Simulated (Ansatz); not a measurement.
## A series in temperature on Zr3CdC

Results calculated with Ansatz 0.2.0, not measured. Harmonic vibrational free energy, entropy and heat capacity at constant volume, per atom, from the force constants of a q mesh, imaginary modes left out; plane waves with PAW datasets, Gamma-centred k mesh.

Structure of every row (space group Pm-3m, No. 221):
```
CELL_PARAMETERS angstrom
4.57350 0.00000 0.00000
0.00000 4.57350 0.00000
0.00000 0.00000 4.57350
ATOMIC_POSITIONS crystal
Zr 0.00000 0.50000 0.50000
Zr 0.50000 0.00000 0.50000
Zr 0.50000 0.50000 0.00000
Cd 0.00000 0.00000 0.00000
C 0.50000 0.50000 0.50000
```

Settings of every row: functional PBE; dispersion none; spin none; wave cutoff 420 eV; k mesh 8x8x8; occupations fermi dirac; smearing width 0.15 eV; pressure 0 GPa; phonon method linear response; q mesh 2x2x2.

Limits: metal sensitive to the k mesh; the cell comes from a prototype or a list of computed structures and needn't be the stable phase.

```csv
row,temperature (K),phonon entropy (kB/atom),phonon heat capacity (kB/atom),phonon free energy (meV/atom)
1,200,2.764,2.394,18.3
2,300,3.792,2.66,-10.2
3,400,4.577,2.789,-46.4
4,500,5.207,2.858,-88.6
5,600,?,?,?
6,700,6.181,2.924,-187.2
7,800,6.573,2.941,-242.2
8,900,6.92,2.953,-300.4
9,1000,7.232,2.962,-361.4
```

Question: what phonon entropy and phonon heat capacity should row 5 give?

Worked fit of phonon entropy. Entropy rises as the heat capacity times the change of ln T, so take t = ln(T / 300 K). The shown rows have t = -0.4055, 0, 0.2877, 0.5108, 0.8473, 0.9808, 1.0986, 1.204. Least squares give phonon entropy = 3.8044 + 2.65101 × t + 0.16902 × t² kB/atom; a straight line predicts inner rows, each left out in turn, worse (root mean square 0.04 against 0.0097 kB/atom). The rows lie off it by 0.007, -0.012, -0.004, 0.004, 0.009, 0.006, -0.001, -0.009 (root mean square 0.0073 kB/atom), a smooth pattern that one more power would take up: the form is only approximate. The slope at t = 0, 2.65 kB/atom, estimates the heat capacity at 300 K. The withheld row has t = 0.6931, so the fit gives 3.8044 + 2.65101 × (0.6931) + 0.16902 × (0.6931)² = 5.723 kB/atom.

The calculation gave 5.732 kB/atom. The fit lies 0.009 kB/atom (0.2 % of the column's range) below it; its largest miss of a shown row is 0.012 kB/atom.

Worked fit of phonon heat capacity. At high temperature a harmonic heat capacity falls short of its limit by a term in 1/T², so take t = (100 K / T)². The shown rows have t = 0.25, 0.11111, 0.0625, 0.04, 0.02041, 0.01562, 0.01235, 0.01. Least squares give phonon heat capacity = 2.9952 − 3.5514 × t + 4.592 × t² kB/atom; a straight line predicts inner rows, each left out in turn, worse (root mean square 0.027 against 0.0036 kB/atom). The rows lie off it by 0.000, 0.003, -0.002, -0.002, -0.001, 0.000, 0.001, 0.002. The constant, 2.9952 kB/atom, is to be held against the harmonic limit of 3 k_B an atom. The withheld row has t = 0.02778, so the fit gives 2.9952 − 3.5514 × (0.02778) + 4.592 × (0.02778)² = 2.900 kB/atom.

The calculation gave 2.899 kB/atom. The fit lies 0.001 kB/atom (0.18 % of the column's range) above it, one unit of the last digit.

The other values of row 5: phonon free energy -135.8 meV/atom.
